Titanium ditelluride, TiTe₂, consists of layers in which a sheet of titanium lies between two sheets of tellurium. The table sets its computed vibrations, from a density functional calculation, beside lines measured by Raman scattering. The entry "2-fold" marks two vibrations of equal frequency along the two directions in the layer; "1-fold" marks a single vibration perpendicular to it.

Zone-centre vibrations of TiTe₂ (P-3m1) from Ansatz 0.2.0, by DFT linear response with PBEsol, PAW and no dispersion correction or spin polarisation, at the cell relaxed to zero pressure. Plane-wave cutoff 420 eV, 12×12×8 k mesh, Fermi–Dirac smearing 0.15 eV. Computed wavenumbers are harmonic, without the LO–TO term, and omit the three translations. The rows were drawn from a pool: of 90 crystals with a measured lattice constant, 2 whose relaxed edge lies over 5 % from it were taken for other phases and got no table, so the agreement shown is better than for the whole pool.

| row | computed wavenumber (cm⁻¹) | what it is | measured wavenumber (cm⁻¹) | label in the paper, method, sample | source |
| --- | --- | --- | --- | --- | --- |
| 1 | 100.1 | 2-fold | n/a | n/a | n/a |
| 2 | n/a | n/a | 102 | Eg, earlier experiment (Ref. 34); Raman scattering; bulk crystal | arXiv:1709.00815 (2017) |
| 3 | n/a | n/a | 105 | Eg; Raman scattering; powder | arXiv:1709.00815 (2017) |
| 4 | n/a | n/a | 143 | A1g; Raman scattering; powder | arXiv:1709.00815 (2017) |
| 5 | 144.1 | 1-fold | n/a | n/a | n/a |
| 6 | n/a | n/a | 145 | A1g, earlier experiment (Ref. 34); Raman scattering; bulk crystal | arXiv:1709.00815 (2017) |
| 7 | 183.8 | 2-fold | n/a | n/a | n/a |
| 8 | 276.7 | 1-fold | n/a | n/a | n/a |

**(a) In the computed vibrations of rows 1 and 5 the two Te sheets move against each other while Ti rests. In rows 7 and 8 both Te sheets move together against Ti. Which rows can be compared with the Raman lines, and how well do they agree?**

*Solution.* The crystal has an inversion centre at each Ti atom, and inversion exchanges the two Te sheets. When Ti moves against both sheets, inversion turns the displacement into its exact reverse. The crystal's polarisability must then be the same for both, so it can't change in proportion to the displacement, and first-order Raman scattering vanishes. Such vibrations are labelled u, and rows 7 and 8 are of this kind.

Rows 1 and 5 keep their pattern under inversion and are labelled g. They correspond to the measured lines Eg (in the layer) and A1g (perpendicular to it), and lie within 5 cm⁻¹ of every measured value. The measurements themselves differ by 2 to 3 cm⁻¹. The compound also comes out metallic, which makes its computed frequencies sensitive to the k mesh, and no other mesh was tried here. Deviations this small therefore deserve no explanation. The frequencies also depend on the computed cell, since too small a volume normally stiffens vibrations; the close agreement may therefore include some cancellation of errors.

**(b) Suppose that the only spring in the crystal joins Ti to each Te sheet. Predict rows 7 and 8 from rows 1 and 5. Do the computed values follow?**

*Solution.* Let K be the stiffness of this spring for one direction of motion, m the mass of Te and M that of Ti. In a g vibration Ti rests, so a Te atom displaced by x feels the force Kx, and its squared angular frequency is K/m.

In a u vibration both Te atoms move by x, and Ti must recoil by 2(m/M)x to keep the centre of mass at rest. The spring is stretched by x(1 + 2m/M), and the squared frequency rises by the same factor. If the metal were infinitely heavy it would not recoil, and u and g would coincide. Titanium is much lighter than tellurium, so the two should lie far apart.

With m = 127.6 and M = 47.87 atomic mass units, the ratio of u to g is √(1 + 2 × 127.6/47.87) = 2.52. Row 1 then predicts 100.1 × 2.52 ≈ 252 cm⁻¹ for row 7, whose own frequency doesn't enter the estimate.

The calculation gives only 184 cm⁻¹ for row 7, which is 68 cm⁻¹ below the estimate. Row 8 falls 86 cm⁻¹ below its own, obtained in the same way from row 5. Both breaks are more than ten times the deviations from experiment in part (a). The output after this text lists the estimates, which use the masses and the g frequencies alone.

**(c) What does the single spring leave out, and how strong is it?**

*Solution.* Consider the opposite limit, in which Ti is not bound to Te at all but the two Te sheets are bound to each other. The u vibrations would then have zero frequency, because the sheets keep their separation. The g vibrations would survive, because they change it. A coupling between the Te sheets therefore stiffens g and leaves u alone, which narrows the ratio as the computed values require.

Call this coupling L. In a g vibration the sheets are displaced by 2x relative to each other, so the stiffness becomes K + 2L, while u still feels K. The computed frequencies give L ≈ 0.44 K in the layer and 0.36 K perpendicular to it. Two frequencies fix two stiffnesses for each direction, so this locates the break but is no independent test.

Where L comes from is less certain, since these frequencies give only its sum over all paths. One candidate is direct contact between neighbouring layers. Across the gap the nearest Te atoms are 3.68 Å apart, closer than the 4.06 Å across the Ti sheet, and a g vibration squeezes or shears this gap. The functional has no added dispersion term, so the width of the gap is less certain than the bond lengths within a layer. Another candidate acts through titanium: Te atoms on opposite sides share its orbitals, so strengthening one bond can weaken the one opposite. That favours Ti moving off centre, as in u, and resists both bonds shortening together, as in g. A calculation in which neighbouring layers vibrate in opposite phase could help to separate the two. In a g vibration the Te sheets facing each other across the gap would then move together, and their direct contact would no longer add stiffness.

Whatever the origin of L, a Raman line of this crystal measures K + 2L and not the Ti–Te spring alone. Reading the computed g frequencies as pure Ti–Te stiffness would overstate K by roughly 70 to 90 %. For a related layered ditelluride with a heavier metal and similar springs, the same reasoning leaves the g frequencies in place and lowers the u frequencies towards them.

Output of the analysis:

```
Eg computed less measured, earlier experiment on bulk crystal (cm-1): -1.9
Eg computed less measured, powder (cm-1): -4.9
A1g computed less measured, powder (cm-1): 1.1
A1g computed less measured, earlier experiment on bulk crystal (cm-1): -0.9
ratio u to g from the masses alone: 2.516
ratio Eu to Eg computed: 1.836
ratio A2u to A1g computed: 1.92
Eu estimated from Eg and the masses (cm-1): 251.9
A2u estimated from A1g and the masses (cm-1): 362.6
Eu estimate less computed (cm-1): 68.08
A2u estimate less computed (cm-1): 85.89
Eg that the Ti-Te springs of Eu alone would give (cm-1): 73.05
A1g that the Ti-Te springs of A2u alone would give (cm-1): 110
stiffness of g over u, in-plane: 1.878
stiffness of g over u, out-of-plane: 1.717
Te-Te coupling L over Ti-Te coupling K, in-plane: 0.439
Te-Te coupling L over Ti-Te coupling K, out-of-plane: 0.3586
shortest Te-Te distance across the Ti plane (angstrom): 4.056
shortest Te-Te distance across the gap between layers (angstrom): 3.68
```
